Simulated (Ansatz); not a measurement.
## A series in volume scale on Cs

Periodic Kohn-Sham DFT of a crystal at fixed atoms, scaled to volume_scale times the given cell; pressure positive in compression, energy less spherical unpolarised free atoms, largest_vzz the field gradient of largest size among the nuclei. The results are calculated, by Ansatz 0.2.0.

The cell before it is scaled or strained (space group Im-3m, No. 229):
```
cell vectors (Å)
  -3.0225     3.0225     3.0225
   3.0225    -3.0225     3.0225
   3.0225     3.0225    -3.0225
atoms (fractions of the cell vectors)
Cs  0.00000  0.00000  0.00000
```

Settings of every row: method all-electron PAW; functional LDA; relativity scalar; k mesh 9x9x9; filling fermi-dirac; smearing width 0.05 eV; nucleus gaussian.

Atom start moment: 0 on all atoms.

Limits: no spin-orbit coupling on heavy atoms.

```csv
row,volume scale,V (Å³/atom),pressure (GPa)
1,0.94,103.821,-0.173
2,0.96,106.03,?
3,0.98,108.239,-0.247
4,0.99,109.344,-0.263
5,1,110.448,-0.278
6,1.01,111.553,-0.293
7,1.02,112.657,-0.307
8,1.04,114.866,-0.333
9,1.06,117.075,-0.356
```

Question: what pressure should row 2 give?

Worked fit of pressure. Take u = (V_r/V)^(2/3) − 1 with V_r = 111 Å³ an atom, which is twice the finite (Eulerian) strain; such expansions in the strain, on which the Birch-Murnaghan equation of state is built, carry the rest volume and the bulk modulus. The shown rows have u = 0.04558, 0.01693, 0.01007, 0.00333, -0.00331, -0.00983, -0.02257, -0.0349. Least squares give pressure = −0.2858 + 2.213 × u + 5.72 × u² GPa; a straight line predicts inner rows, each left out in turn, worse (root mean square 0.0029 against 0.00027 GPa). All shown rows lie on it to the printed digit. The withheld row has u = 0.03101, so the fit gives −0.2858 + 2.213 × (0.03101) + 5.72 × (0.03101)² = -0.212 GPa.

The calculation gave -0.211 GPa. The fit lies 0.001 GPa (0.55 % of the column's range) below it, one unit of the last digit.
